**Extending an InP pressure curve into tension**

An equation of state is sometimes needed a little beyond the last volume computed. Here the material is zinc-blende InP, treated with the PBE functional, and the known results end at 28.052 Å³/atom. What pressure and energy should the same calculation give at 29.111 Å³/atom?

Zinc-blende InP at fixed volumes, computed with Ansatz 0.2.0: PBE without dispersion correction, scalar-relativistic PAW, no spin polarization, 420 eV plane-wave cutoff, 10×10×10 k mesh, Gaussian smearing of 0.02 eV. Energies are for zero smearing, relative to the elements' standard forms in the same functional; pressure is positive in compression.

| volume (Å³/atom) | shortest distance (Å) | energy over elements (eV/atom) | pressure (GPa) |
| --- | --- | --- | --- |
| 23.289 | 2.473 | -0.155 | 10.200 |
| 24.083 | 2.501 | -0.197 | 6.960 |
| 24.877 | 2.528 | -0.225 | 4.230 |
| 25.167 | 2.538 | -0.232 | 3.340 |
| 25.671 | 2.555 | -0.240 | 1.920 |
| 25.749 | 2.557 | -0.241 | 1.720 |
| 26.465 | 2.581 | -0.245 | -0.020 |
| 27.258 | 2.606 | -0.240 | -1.660 |
| 28.052 | 2.631 | -0.229 | -3.030 |
| 29.111 | 2.664 | ? | ? |

Volume is given per atom, and the shortest distance is the In–P bond length. Energy over elements compares InP with solid indium and phosphorus in their standard forms. Positive pressure means that the cell pushes outward; negative pressure means that it pulls inward and has to be held open.

The row at 26.465 Å³/atom is the natural starting point. Its pressure is almost zero and its energy is the lowest among the known rows. Stretching the cell to 28.052 Å³/atom brings a pull of 3.03 GPa. Going on to 29.111 Å³/atom makes the bonds 3.2% longer than at the start.

**Why the curve bends**

A stretched bond resists less and less as it lengthens. The overlap of the atomic orbitals fades roughly exponentially with distance, so the attraction flattens out, while compression meets a steeply rising repulsion. The bulk modulus, which is the pressure change per relative volume change, shows the result. It falls from about 97 GPa between the two smallest volumes to 48 GPa between the two largest known ones.

A simple energy curve with this behaviour is −(1 + a) exp(−a), where a is proportional to the stretch in length. Its slope gives a restoring force proportional to a exp(−a). Dividing the force by the area of the cell face turns it into a pressure, and this is the Vinet equation:

P = 3B u exp(su)/(1 − u)², with u = 1 − (V/V₀)^(1/3)

Here P is pressure, V is volume and V₀ is the volume at zero pressure, 26.46 Å³/atom, read from the rows around it. B is the bulk modulus at V₀, and s sets how fast the bonds soften. B and s were fitted to the nine known pressures, which the curve follows to within 0.01 GPa. Such a fit supports the shape of the curve, but the exponential bond picture remains a motivation for it.

**The estimate, worked through**

The row at 29.111 Å³/atom took no part in the fit. With 3B = 178.5 GPa and s = 5.58, the steps are:

- u = 1 − (29.111/26.46)^(1/3) ≈ −0.0323
- exp(su) ≈ 0.835 and (1 − u)² ≈ 1.066
- P ≈ 178.5 × (−0.0323) × 0.835/1.066 ≈ −4.52 GPa

Unrounded constants give −4.53 GPa.

One electronic effect calls for a small correction. In the same calculations the band gap shrinks from 0.44 eV at 26.465 Å³/atom to 0.12 eV at 28.052 Å³/atom. The lowest conduction state is an antibonding s-like state, and the highest valence states are bonding and p-like. Longer bonds weaken both kinds of interaction, so the two levels approach each other. These gaps are read at the mesh points only, so a crossing between the points could be missed at the two largest known volumes.

Continued in a straight line, the gap would reach about −0.08 eV at 29.111 Å³/atom, which means that the levels have crossed. The record of that run already marks the cell as metallic on the k mesh, with a gap of zero, so the crossing is no blind forecast. Two electrons should then move into the s-like state at the centre of the Brillouin zone, Γ. That point is one of 1000 in the mesh and carries a weight of 1/1000.

The energy gained by this move grows with volume, which slightly weakens the inward pull. Over the last known step the gap falls by 0.20 eV for each added Å³ per atom, or 0.10 eV per Å³ of the two-atom cell. Two electrons with a weight of 1/1000 turn this into 0.0002 eV/Å³, or about 0.03 GPa. The correction belongs largely to the finite mesh, which lets one point stand for a whole region around it. It is also tied to the settings: a smearing of 0.02 eV is narrow for a metal, and spin–orbit coupling, left out here, could change how the bands touch.

The energy follows from the work done against the pull. Between 28.052 and 29.111 Å³/atom the mean pull is about 3.8 GPa, and the volume grows by 1.06 Å³/atom. Since 1 GPa·Å³ is 0.0062 eV, the energy rises by about 0.025 eV/atom from −0.229 eV/atom.

The forecasts for 29.111 Å³/atom are:

- **Pressure:** −4.50 GPa, between −4.55 and −4.45 GPa, a range that still holds if the correction is left out or doubled.
- **Energy over elements:** −0.204 eV/atom, between −0.206 and −0.202 eV/atom.
- **Stress:** equal along the three axes, as the cubic symmetry requires. This is no test of the model.

The withheld rows as computed:

| volume (Å³/atom) | shortest distance (Å) | energy over elements (eV/atom) | pressure (GPa) |
| --- | --- | --- | --- |
| 29.111 | 2.664 | -0.203 | -4.500 |

**What the result teaches**

The computed pressure is −4.50 GPa, in agreement with the forecast. The energy is −0.203 eV/atom, inside the forecast range. The difference of 0.001 eV/atom comes from rounding: the unrounded energies of the two runs differ by 0.0251 eV/atom, as forecast, and the estimate started from the rounded −0.229. Pressure and energy come out together because one is the volume slope of the other, and the known rows respect this link to within about 1%.

Most of the success comes from the softening of the bonds. A straight line through the last two known pressures would have given −4.86 GPa, a pull about 8% too strong. That line assumes that the pressure keeps falling by as much per added Å³ as it did over the last step.

The small correction at Γ finds support in the run itself. Its smearing entropy term, 3.0852 × 10⁻⁵ eV per cell, is the value expected when the three p-like states at Γ share four electrons in place of six, so two electrons have left them. Without the correction the Vinet curve misses by 0.03 GPa, which is just the size estimated and about nine times its leave-one-out error on the known rows. The third-order Birch–Murnaghan equation, fitted to the same rows with as many constants, gives −4.56 GPa. It is the poorer guide here: its leave-one-out error is about four times that of the Vinet curve, and it already pulls 0.01 GPa too hard at 28.052 Å³/atom. Both curves miss in the direction the correction predicts, and the match in size rests on the better one. The printed analysis after this text gives both fits.

**What to do about it**

For a modest extension into tension, fit a curve that lets the stiffness fall, and compare two such curves to judge the error, giving more weight to the one that better predicts known rows left out of its fit. Watch the band gap as well as the pressure. Once the gap closes, repeat the calculation with a denser mesh: if the explanation above is right, the correction from the single point at Γ should shrink.

The closed gap should not be carried over to real InP. PBE gives 0.44 eV near zero pressure, while the measured gap is roughly 1.4 eV, and spin–orbit coupling is left out here. The pressure curve is much less sensitive to this fault, because the crossing involves so few electrons. It has a separate fault, however: PBE makes the cell at zero pressure somewhat too large, so the pressure at a given volume is also shifted from that of real InP.

GaP makes a useful comparison. Its bonds are shorter and stiffer, so the same relative expansion produces a stronger pull. Its pressure curve bends in the same direction, because its bonds also soften when stretched.

Printed output of the fit:

```
volume at zero pressure, Å³/atom: 26.46
fit of pressure on 9 rows: coefficient of u/(1 - u)**2*exp(s*u) 178.5 +/- 0.033, s 5.583; rms 0.00233, worst 27.258 0.00496, leave-one-out rms 0.00284
  rows outside the fit (model, value, miss): 29.111 -4.526, -4.5, -0.0263
bulk modulus at zero pressure (Vinet), GPa: 59.49
pressure derivative of the bulk modulus (Vinet): 4.722
fit of pressure on 9 rows: coefficient of f*(1 + 2*f)**2.5 178.4 +/- 0.18, coefficient of f**2*(1 + 2*f)**2.5 172.6 +/- 4.9; rms 0.00553, worst 28.052 -0.0103, leave-one-out rms 0.0121
  rows outside the fit (model, value, miss): 29.111 -4.556, -4.5, -0.0564
fit of energy_over_elements on 9 rows: coefficient of shape 1.004 +/- 0.0034, constant -0.2447 +/- 0.00012; rms 0.000245, worst 27.258 -0.000437, leave-one-out rms 0.000345
  rows outside the fit (model, value, miss): 29.111 -0.2034, -0.203, -0.000412
bulk modulus between the two smallest volumes, GPa: 96.64
bulk modulus between 27.258 and 28.052 Å³/atom, GPa: 47.71
bond stretch from 26.465 to 29.111 Å³/atom, percent: 3.216
gap continued in a straight line to 29.111 Å³/atom, eV: -0.08395
pressure shift from the exchange of states at the zone centre, GPa: 0.03144
final pressure forecast (Vinet plus shift), GPa: -4.495
final pressure forecast less computed value, GPa: 0.005121
pressure from a straight line through the last two known rows, GPa: -4.857
straight-line pressure less computed value, GPa: -0.3572
```
